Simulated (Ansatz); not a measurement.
# LiRu: the change of energy over elements and pressure with volume per atom

All results are calculated (Ansatz 0.2.0). Density functional energy, stress (positive in compression), forces and moments (in spheres) of a cell at fixed atoms, energy at zero smearing over the elements' standard states in the same functional; plane waves with PAW datasets, Gamma-centred k mesh.

Cell of the first row (space group Fd-3m, No. 227):
```
cell vectors (Å)
   0.0000     2.8198     2.8198
   2.8198     0.0000     2.8198
   2.8198     2.8198     0.0000
atoms (fractions of the cell vectors)
Li  0.75000  0.75000  0.75000
Li  0.50000  0.50000  0.50000
Ru  0.25000  0.25000  0.25000
Ru  0.00000  0.00000  0.00000
```

Settings of every row: functional PBE; dispersion none; spin none; wave cutoff 420 eV; k mesh 14x14x14; occupations gaussian; smearing width 0.1 eV.

Limits: the cell comes from a prototype or a list of computed structures and needn't be the stable phase.

| row | volume per atom (Å³) | energy over elements (eV/atom) | pressure (GPa) |
| --- | --- | --- | --- |
| 1 | 11.21 | 0.1939 | 22.8 |
| 2 | 11.592 | ? | ? |
| 3 | 11.975 | 0.1188 | 9.49 |
| 4 | 12.357 | 0.1025 | 4.34 |
| 5 | 13.121 | 0.1022 | -3.71 |
| 6 | 13.503 | 0.1149 | -6.82 |
| 7 | 14.013 | 0.1423 | -10.22 |

Question: what energy over elements and pressure should row 2 give?

Worked fit of energy over elements. Take u = (V_r/V)^(2/3) − 1 with V_r = 12.739 Å³ an atom, which is twice the finite (Eulerian) strain; such expansions in the strain, on which the Birch-Murnaghan equation of state is built, carry the rest volume and the bulk modulus. The shown rows have u = 0.08898, 0.04209, 0.0205, -0.0195, -0.03808, -0.06157. Least squares give energy over elements = 0.0976 − 0.0047 × u + 11.922 × u² + 3.31 × u³ eV/atom; a parabola predicts inner rows, each left out in turn, worse (root mean square 0.00045 against 6e-05 eV/atom). All shown rows lie on it to the printed digit. Its lowest point lies at u = 0.0002, or V = 12.74 Å³ an atom, and the curvature there gives the bulk modulus at fixed shape and fractions, B = (4/9)(1 + u)² E″(u)/V = 133 GPa. The withheld row has u = 0.06492, so the fit gives 0.0976 − 0.0047 × (0.06492) + 11.922 × (0.06492)² + 3.31 × (0.06492)³ = 0.1484 eV/atom.

The calculation gave 0.1484 eV/atom. The fit meets it to the printed digit.

Worked fit of pressure. Take u = (V_r/V)^(2/3) − 1 with V_r = 12.739 Å³ an atom, which is twice the finite (Eulerian) strain; such expansions in the strain, on which the Birch-Murnaghan equation of state is built, carry the rest volume and the bulk modulus. The shown rows have u = 0.08898, 0.04209, 0.0205, -0.0195, -0.03808, -0.06157. Least squares give pressure = −0.023 + 200.39 × u + 591.6 × u² + 438 × u³ GPa; a parabola predicts inner rows, each left out in turn, worse (root mean square 0.06 against 0.0038 GPa). All shown rows lie on it to the printed digit. The pressure vanishes at u = 0.0001, or V = 12.74 Å³ an atom, and there the bulk modulus at fixed shape and fractions is B = −V dP/dV = (2/3)(1 + u) dP/du = 134 GPa. The withheld row has u = 0.06492, so the fit gives −0.023 + 200.39 × (0.06492) + 591.6 × (0.06492)² + 438 × (0.06492)³ = 15.60 GPa.

The calculation gave 15.58 GPa. The fit lies 0.02 GPa (0.061 % of the column's range) above it; its largest miss of a shown row is 0.00 GPa.
